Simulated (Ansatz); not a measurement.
## How methods differ on CH4BFO2 (SMILES COB(O)F)

CH4BFO2: 9 atoms, total charge 0, spin state singlet. As SMILES, `COB(O)F`. The coordinates come from a PBE0-D4/def2-TZVP relaxation. This is one conformer, not always the lowest.

Each level gives the vertical ionisation energy (to the doublet cation) (eV). The values are calculated.

```tsv
level	kind	program	value (eV)	CPU time (all runs)
BLYP/def2-SVP	GGA	Ansatz	10.54	19 s
PBE0/def2-SVP	global hybrid	Ansatz	11.14	23 s
HSE06/def2-SVP	range-separated hybrid	Ansatz	11.12	25 s
wB97X/def2-SVP	range-separated hybrid	Ansatz	11.36	91 s
B2PLYP/def2-SVP	double hybrid	Ansatz	11.24	35 s
PBE-QIDH/def2-SVP	double hybrid	Ansatz	11.54	40 s
RPA@PBE0/def2-SVP	RPA	Ansatz	11.24	41 s
BCCD(T)/def2-SVP	coupled cluster or CI	Ansatz	11.29	4.2 min
```

The values span 10.54 to 11.54 eV. Times are those of the runs behind each value, whatever else they computed, on shared processors of several kinds: orders of magnitude only.

The vertical ionisation energy depends only modestly on the method once the GGA is set aside. BLYP gives the lowest value, 10.54 eV, well below the BCCD(T) result of 11.29 eV, probably because it overstabilises a hole spread over several lone-pair centres. B2PLYP and RPA, both at 11.24 eV, lie closest to coupled cluster, with wB97X slightly above it and PBE-QIDH further above. PBE0 and HSE06 nearly coincide, somewhat below it. Added cost or formal sophistication therefore brings no steady approach to the coupled-cluster value.

The electron removed probably comes from an oxygen lone pair with considerable methoxy character. Donation from oxygen into the formally empty boron p orbital stabilises such lone pairs, and the electronegative fluorine adds inductive stabilisation, while the methyl group works the other way by donating electron density.

Because all levels share a small basis without diffuse functions, closeness to BCCD(T) here measures agreement within that basis, not accuracy against experiment.
